Size of the one-bond spin-spin coupling 1J(13C,1H) from PySCF 2.14.0 with B3LYP and density fitting, non-relativistic and in the gas phase, at PBE0-D3(BJ)/def2-SVP geometries. Errors are computed less measured, for four basis sets. Atoms are numbered from 1 among the non-hydrogen atoms in SMILES order, and a hydrogen takes the number of its carrier.

| case (SMILES) | medium | measured (Hz) | 6-31G(d) less measured (Hz) | aug-cc-pVTZ-J less measured (Hz) | cc-pVTZ less measured (Hz) | def2-TZVP less measured (Hz) |
| --- | --- | --- | --- | --- | --- | --- |
| CC(F)F atoms 1,1 | solution | 127.9 | 16.4 | 7.9 | -8.5 | -0.7 |
| COC atoms 1,1 | unstated | 140 | 8.5 | 6.5 | -11.1 | -3.2 |
| C=CC atoms 2,2 | unstated | 152 | 6.2 | 8.5 | -7.7 | -0.2 |
| N#CCF atoms 3,3 | unstated | 166 | 5.4 | -0.4 | -22.3 | -10.8 |
| CC(F)F atoms 2,2 | solution | 187.9 | -4.3 | 1.1 | -21.0 | -11.0 |
| C#CCO atoms 1,1 | unstated | 248 | -8.1 | 32.7 | 8.7 | 11.9 |

In the case labels, "atoms 2,2" means carbon 2 of the SMILES string and a hydrogen carried by it. The four right-hand columns are B3LYP values less the measured one-bond coupling ¹J(¹³C,¹H), so a computed coupling is the measured value plus the entry. The measured values come from published tables, one for each case. This note follows the CHF₂ hydrogen of 1,1-difluoroethane (187.9 Hz), the central C–H of propene (152 Hz) and the alkyne C–H of propargyl alcohol (248 Hz).

## Why the coupling follows s character

A one-bond C–H coupling is normally dominated by the Fermi contact term, in which a nuclear spin polarises electron spin only through the electron amplitude at the nucleus itself. That dominance is standard theory and is assumed here. The coupling is a second-order quantity: the contact operator of carbon mixes triplet states into the ground state, and the contact operator of hydrogen samples the resulting spin density. Replacing all triplet excitation energies by one average ΔE and keeping only the C–H bond orbital gives a closed estimate. The carbon hybrid is √s·2s + √(1−s)·2p, where s is its s fraction. A p function vanishes at its nucleus, so the carbon factor is s·|ψ₂ₛ(0)|², and

J ∝ s · |ψ₂ₛ,C(0)|² · |ψ₁ₛ,H(0)|² / ΔE.

If everything but s is held fixed, J = 500 Hz × s with s = 1/4, 1/3 and 1/2 for sp³, sp² and sp carbon. The 500 Hz is an empirical constant, calibrated on measured hydrocarbon couplings. That it gives 125 Hz for the methyl group (127.9 measured) and 250 Hz for the alkyne is therefore largely built in and is a weak test.

Hybridisation alone fails for substituted carbon. The four sp³ rows would all be 125 Hz, and the CHF₂ hydrogen is missed by 62.9 Hz. Theory offers two causes with the same sign. An electronegative neighbour draws carbon p character into its own bond and leaves more s for the C–H bond (Bent's rule), and it leaves the carbon more positive, which contracts the 2s orbital and raises its density at the nucleus. The two effects add, and these couplings cannot apportion them. To first order both grow with the electronegativity difference, which leads to the rule

J ≈ 500 Hz × s + 20 Hz × x,  x = Σ(χ − χ_C),

summed over the singly bonded neighbours of the carbon. The electronegativities χ are rough recalled values: 2.5 for carbon, 3.4 for O, 4.0 for F and 3.3 for a cyano group, treated as an sp carbon. Hydrogen and alkyl or other sp³ carbon count zero, and a multiple-bond partner enters only through s. A least-squares fit of the slope to the measured values of all six rows, with 500 Hz fixed, gives 19.6 Hz, rounded to 20. Only the three rows with x > 0 have any say in it.

## Two rows by hand

For the CHF₂ hydrogen, s = 1/4 gives 125 Hz. Two fluorines give x = 2 × (4.0 − 2.5) = 3.0, worth 60 Hz, and the methyl neighbour adds nothing. The sum is 185 Hz against 187.9 Hz measured, 1.5% low. This row was in the fit and has the largest x, so it largely set the slope. The fair test uses the other two rows alone, whose excesses over 125 Hz are 15 Hz at x = 0.9 and 41 Hz at x = 2.3. The slope is then (0.9 × 15 + 2.3 × 41)/(0.9² + 2.3²) = 107.8/6.10 = 17.7 Hz, and the prediction is 125 + 3.0 × 17.7 = 178 Hz, about 10 Hz low. The slope implied row by row rises from 16.7 Hz (dimethyl ether) through 17.8 to 21.0 Hz (CHF₂). Two geminal fluorines may reinforce each other, but with three rows and two-figure electronegativities that remains a guess.

For propene, s = 1/3 and x = 0 give 167 Hz against 152 Hz, 9.6% high and the worst miss of the rule. The row has no influence on the slope. The computed geometry suggests why nominal sp² is too generous: the C=C–C angle is 125°, and the two angles to hydrogen are 119° and 116°. Orthogonal hybrids that point along the bonds obey the Coulson relation 1 + λᵢλⱼ cos θᵢⱼ = 0 with s = 1/(1 + λ²). For three coplanar bonds this gives λ² = −cos 125°/(cos 119° · cos 116°) ≈ 2.7 for the C–H hybrid, hence s ≈ 0.27, or 134 Hz with unrounded angles. The measured value corresponds to s = 0.304. The angle argument has the right sign and roughly twice the needed size, which is unsurprising since hybrids need not point along the internuclear lines. It indicates a direction and should not be used as a number. All four B3LYP values for this row also lie below 167 Hz.

## How far to trust the rule

Over the six rows the mean absolute error against measurement is 5.1 Hz, or 3.2%, and five rows lie within 5 Hz. Predicting each row from a slope fitted to the other five raises the mean to 6.4 Hz, which is the more honest figure. Freeing the 500 Hz as well lowers the fitted error only to 4.8 Hz and worsens the leave-one-out error to 7.7 Hz; the two constants trade against each other, and the extra freedom is not worth having. Merely counting O and F neighbours at a fitted 30 Hz each is worse (8.0 Hz) and puts dimethyl ether 15 Hz too high, so the numbers favour a smaller step for oxygen than for fluorine. The cyano value is the softest input: setting its term to zero and refitting gives 5.9 Hz.

The substituent term has been tried on sp³ carbon only, with x up to 3.0, and the sp² and sp branches rest on one row each. Within that range the trend for a neighbouring case can be guessed: one fluorine should give roughly half the step of two, and fluorines one carbon further away give little, as the methyl row shows. Strained rings, ions and heavier substituents change s, the charge or ΔE in ways the rule does not contain. Chlorine is the case to watch: a single chlorine raises the coupling about as much as a single fluorine, despite its lower electronegativity, so the rule comes out too low there.

## Where each basis fails

The contact term also explains why the basis matters so much. A Gaussian has no cusp at the nucleus, so the amplitude there needs very tight s functions and a contraction loose enough to let the spin density respond. aug-cc-pVTZ-J is built for this and the other three are built for energies. If a basis mainly misrepresents the density at the two nuclei, it should scale all couplings by one factor k relative to the J basis.

For def2-TZVP that holds well. The ratios lie between 0.926 and 0.946, and a least-squares line through the origin over all six rows gives k = 0.933 with a mean residual of 1.0 Hz, against 3.2 Hz for a constant shift. Much of that preference comes from the one large coupling, the alkyne. As a hand conversion, the CHF₂ value 176.9 Hz divided by 0.933 gives 189.6 Hz, where the J basis gives 189.0 Hz; the row was in the fit. cc-pVTZ lies lower still in every row, 16 to 24 Hz under the J basis, and a factor (0.894) does no better than a shift, about 3 Hz either way. Missing tight functions are the argued cause, though the J basis adds diffuse functions too, so the comparison does not isolate them. 6-31G(d) has no usable factor: it is 8.5 Hz above the J basis for the methyl group and 40.8 Hz below it for the alkyne.

Mean absolute errors against measurement are 6.3 Hz for def2-TZVP, 8.2 for 6-31G(d), 9.5 for aug-cc-pVTZ-J and 13.2 for cc-pVTZ, and this order is no ranking of quality. The J basis is 5 to 6% high for the methyl group, the ether and propene, def2-TZVP removes about 7% everywhere, and its errors of −0.7 and −0.2 Hz are what is left of the cancellation. Where the J basis is already close, in the two rows with fluorine on the carbon, def2-TZVP is 11 Hz low. The computed values also lack vibrational averaging, which typically raises ¹J(C,H) by several Hz and would worsen the positive errors, so agreement to 1 Hz establishes nothing. That the hand rule matches the best column is no contest either, since it was calibrated on measured values that contain vibration and medium.

Difluoroethane offers a comparison within one molecule and one medium. The measured step from CH₃ to CHF₂ is 187.9 − 127.9 = 60.0 Hz. The J basis gives 189.0 − 135.8 = 53.2 Hz, and the others give less, down to 183.6 − 144.3 = 39.3 Hz for 6-31G(d). The +1.1 Hz error of the J basis on CHF₂ thus combines a baseline that is too high with a fluorine step that is too small. The functional need not carry all the blame, since the measurement is in solution and the calculation has neither a medium nor vibrational averaging. The inequivalence of the three methyl hydrogens in the static structure is no excuse, however: the computed methyl value is the mean of their three couplings, just as the measured one is an average over the rotating group.

The alkyne is the irregular row. The J basis gives 280.7 Hz, 13.2% above measurement and twice the next largest relative error in that column; without this row its mean absolute error would be 4.9 Hz. An approaching triplet instability would inflate a contact term, but the lowest triplet Hessian eigenvalue of the same calculation is 0.131 hartree, positive and above the 0.108 of propene, whose error is ordinary. B3LYP is known to overestimate acetylenic C–H couplings, which fits. The geometry may add to the error: its alkyne C–H bond is slightly long, and stretching the bond normally raises this coupling. This is also one row of unstated medium, computed for the anti conformer of a molecule whose ground state is gauche. The modest −8.1 Hz of 6-31G(d) is a large basis deficit offsetting a large overshoot.

In practice, for an sp³ carbon, work out 500 s + 20 x before reading a computed ¹J(C,H), and allow up to about 10 Hz. If a B3LYP value differs from it by more than about 15 Hz, look first at the basis. Agreement does not clear the basis, though: 6-31G(d) comes within 6 Hz of the rule in three of the four sp³ rows, and misses only the methyl group badly. For sp² and sp carbon, one row each is too little to set such a margin.
